**Q.** I varied the share of exact exchange in a PBE hybrid for [MnNCl₄]²⁻ at one fixed square-pyramidal geometry, as a closed-shell singlet. The gap between the highest occupied level (homo) and the lowest empty one (lumo) widens at every step, but not evenly. It gains about 0.15 eV per % up to 15 % and only 0.084 eV per % between 25 and 40 %. Should it not be a straight line in the share?

Ansatz 0.2.0, restricted Kohn–Sham calculations with PBE and its hybrids at varying shares of exact exchange, def2-SVPD basis, for isolated [MnNCl₄]²⁻ (charge −2 e, singlet). All rows use the same r2SCAN-D4/def2-SVPD geometry, and the gap is the lumo energy minus the homo energy.

| exact exchange (%) | homo (eV) | lumo (eV) | homo lumo gap (eV) |
| --- | --- | --- | --- |
| 0 | 3.422 | 4.681 | 1.259 |
| 10 | 2.385 | 5.108 | 2.723 |
| 15 | 1.863 | 5.333 | 3.469 |
| 25 | 0.912 | 5.795 | 4.883 |
| 40 | 0.126 | 6.264 | 6.138 |

**A.** For one fixed pair of orbitals it should. With a the share, the one-electron operator is F(a) = F(PBE) + a(K − vₓ), where K is the exact-exchange operator and vₓ the PBE exchange potential. K and vₓ are built from all the occupied orbitals. If these and the orbital φ itself keep their shapes, the level of φ is ε(a) = ε(0) + a⟨φ|K − vₓ|φ⟩, a straight line with a slope of its own. The homo is the highest of the occupied lines and the lumo the lowest of the empty ones, so either can bend where two lines of different slope meet.

The signs are standard theory. PBE cancels only part of the repulsion of an electron with itself, while exact exchange cancels all of it, so occupied levels sink as a grows, and compact orbitals with a large self-repulsion sink fastest. Empty levels rise, because under exact exchange they feel the repulsion of all the electrons present. The table agrees in sign at every step: of the 4.879 eV by which the gap opens, 3.296 eV comes from the homo falling and 1.583 eV from the lumo rising.

**Q.** How badly does the single line fail?

**A.** I fitted lines to the rows at 0, 10 and 15 % only, and they hold there to a few meV. The homo line has a slope of −0.1039 eV per %, which at 40 %, a row outside the fit, gives 3.422 − 0.1039 × 40 = −0.73 eV. The run gives +0.126 eV, so the line is 0.86 eV too low. The analysis printed below lists the fits and their residuals row by row.

**Q.** I think I see the cause. The same runs list the empty levels, and the lowest one changes from a single level to a nearly degenerate pair. Is that swap the bend?

**A.** The swap is real and easy to follow in the listed levels, which makes it tempting. The single level starts 0.296 eV below the pair and rises faster. It passes the pair near 24 % and ends 0.306 eV above it. That is just where the gap begins to lag.

The sizes do not support it as the main cause. Against its early line the gap at 40 % falls short by 1.007 eV, and 85 % of that sits in the homo. One can also undo the swap by measuring the gap to the single level throughout. Its slope then still drops from 0.146 to 0.103 eV per %.

With the swap the late slope is 0.084, so the swap removes a further 0.02 eV per %, about a third of the whole loss of slope. That is the more generous of the two counts, since the single level itself curves upward. On either count the swap adds to the bend, and the larger part belongs to the occupied side. These empty levels also lie several eV above zero, unbound and held at least partly by the finite basis, so the share at which they cross may move with the basis.

**Q.** Then perhaps the homo simply saturates. The orbital relaxes as a grows, and each further per cent does less.

**A.** Steady relaxation adds a term in a², which means a roughly constant curvature. The homo has a curvature of −0.09 meV per %² over the first three rows, then +1.2 and +3.4 over the later ones. It is straight at first and bends late. A quadratic through all five rows still misses by up to 0.08 eV, far beyond the rounding of the table.

The runs also show what ordinary relaxation looks like for a level that keeps its identity. The lowest empty pair changes its slope by 6 % from the first interval to the last, and the higher pair by 3 %. A quadratic follows the lowest pair to 0.001 eV. The homo loses 49 % of its slope, which is a different kind of behaviour, though the comparison is between empty levels and an occupied one.

**Q.** Could the calculation have slipped onto another self-consistent solution between 15 and 40 %?

**A.** The total energy tests that. For a given determinant the energy is linear in a, and the self-consistent energy is the lowest of these lines, so it must curve downward. A jump to another determinant would show as a sudden change of slope. A reordering among occupied levels would not show at all, because the same orbitals stay filled.

The rows at 0 and 25 % carry a dispersion term, which shifts the total energy but not the levels, so I removed it first. The curvature is then −0.72, −0.70 and −0.68 meV per %², nearly constant. A quadratic through the first three rows predicts the energy at 40 % to 0.012 eV. Five points could hide a small kink, but nothing here points to one.

This shows only that the runs follow one restricted solution smoothly. The zero ⟨S²⟩ is imposed by pairing the spins and is no evidence of stability. A stability analysis was run at every share, however, and found a minimum each time. The makers of the data caution, from tests outside these runs, that such singlets can be unstable at other levels of theory. The analysis is also local, so a distant spin-broken solution, another singlet or a triplet could still lie lower. If one did at large a, the levels here would belong to a state that is not the lowest.

**Q.** What is left?

**A.** A change in which occupied orbital is highest. A steeply falling level starts on top and dives under a second one that falls more slowly. Lines through the early rows and through 25 and 40 % have slopes of −0.104 and −0.052 eV per %, a ratio of two, and meet near 23 %. That second line has only two points for two parameters, but the occupied levels listed in the same runs test it. The second-highest level lies at 2.193, 1.685 and 1.429 eV at 0, 10 and 15 %, and the homo continues it at 0.912 and 0.126 eV. The slope stays between −0.051 and −0.052 eV per % through all five rows. Run back to 0 %, the late line gives 2.22 eV, close to the recorded 2.193 eV. So the runs show the crossing directly.

Such a handover can be gradual, but this one looks sharp. The second and third single empty levels change slope by −35 % and +40 % while their sum changes by only −5 %, as two levels that mix and repel would do. Two occupied orbitals of the same symmetry could trade character in that way too. Here the slower level passes through the crossing with hardly any change of slope, so any mixing at the shares sampled is weak.

My guess at the orbitals comes from ligand-field counting. Mn(V) is d², and the pair should fill the nonbonding dxy orbital, compact and strongly self-repelling, above a set of more spread-out Cl 3p levels. That would give a steep line followed by a shallow one. The same argument predicts that a d⁰ complex of this shape, with a ligand level on top from the start, would show no handover from metal to ligand, and its homo should fall less steeply. Two ligand levels of different slope could still cross.

**Q.** I had hoped to read off the share at which the homo turns negative and use it for Koopmans tuning.

**A.** The bend spoils the extrapolation. The early line reaches zero at 33 %, yet the homo is positive in all five rows, including 40 %. The late line gives 42 %. The level it follows is steady over all five rows, but the figure still assumes no further reordering beyond 40 %. A positive homo in an isolated dianion does not by itself prove that an electron leaves. Functionals with little exact exchange tend to place the homo too high, and the repulsion between the departing electron and the anion left behind forms a barrier that can hold the electron back. The finite basis may help to hold it too, so these positive levels could move in a larger one.

Zero is not the tuning target in any case. Tuning matches −homo to the total-energy cost of removing an electron, and that removal has to come from the orbital that is on top at the chosen share. With unbound empty levels, the gap in the table is an orbital-energy difference, neither an optical nor a reliable fundamental gap.

Numerical output:

```
shares (%): 0 10 15 25 40 | rounding of table 0.0005 eV
change 0 to 40 %: HOMO -3.296, LUMO +1.583, gap +4.879 eV; HOMO part 68 %
slopes in eV per % over 0-10, 10-15, 15-25, 25-40; change of slope first to last
  HOMO           -0.1037 -0.1044 -0.0951 -0.0524 | -49 %
  LUMO           +0.0427 +0.0450 +0.0462 +0.0313 | -27 %
  gap            +0.1464 +0.1492 +0.1414 +0.0837 | -43 %
  lowest single  +0.0427 +0.0450 +0.0473 +0.0510 | +19 %
  lowest pair    +0.0334 +0.0327 +0.0321 +0.0313 | -6 %
  second single  +0.0292 +0.0281 +0.0251 +0.0191 | -35 %
  third single   +0.0194 +0.0197 +0.0221 +0.0273 | +40 %
  second+third   +0.0487 +0.0479 +0.0472 +0.0464 | -5 %
  upper pair     +0.0206 +0.0204 +0.0202 +0.0199 | -3 %
line fitted to 0-15 %, actual minus line at all shares (eV)
  HOMO  slope -0.1039: -0.000 +0.002 -0.001 +0.087 +0.859
  LUMO  slope +0.0434: +0.002 -0.005 +0.003 +0.032 -0.150
  gap   slope +0.1472: +0.002 -0.006 +0.004 -0.054 -1.007
gap shortfall at 40 %: 1.007 eV; HOMO 85 %, LUMO 15 %
lowest single minus lowest pair (eV): -0.296 -0.203 -0.141 +0.012 +0.306
LUMO swap near 24.2 % (interpolated); lowers LUMO by 0.012 eV at 25, 0.306 eV at 40
gap slope without the swap: 0-10 0.1464, 25-40 0.1034 eV per %
fits over all five rows, residuals (eV)
  HOMO         line      +0.188 -0.020 -0.127 -0.249 +0.208 | worst at 25 %
  HOMO         quadratic -0.035 +0.061 +0.032 -0.081 +0.023 | worst at 25 %
  gap          line      -0.222 +0.012 +0.144 +0.328 -0.262 | worst at 25 %
  gap          quadratic +0.052 -0.087 -0.052 +0.121 -0.035 | worst at 25 %
  lowest pair  line      -0.009 +0.004 +0.006 +0.006 -0.007 | worst at 0 %
  lowest pair  quadratic -0.000 +0.001 +0.000 -0.001 +0.000 | worst at 25 %
  total energy line      -0.080 +0.029 +0.057 +0.059 -0.065 | worst at 0 %
  total energy quadratic -0.000 +0.001 +0.000 -0.001 +0.000 | worst at 25 %
curvature (meV per %^2) over 0-15, 10-25, 15-40
  HOMO         -0.093 +1.240 +3.416
  lowest pair  -0.096 -0.080 -0.059
  total energy -0.724 -0.703 -0.679
HOMO: actual minus quadratic through 0-15 %: +0.100 eV at 25, +0.908 eV at 40
total energy: actual minus quadratic through 0-15 %: +0.002 eV at 25, +0.012 eV at 40
total energy slopes (eV per %): -0.0940 -0.0994 -0.1047 -0.1132
two HOMO lines: slopes -0.1039, -0.0524 eV per %, ratio 1.98
they meet at 23.3 % (second line rests on two points, untested)
HOMO = 0 extrapolated: 33 % early line, 42 % late line; at 40 % +0.126 eV
```
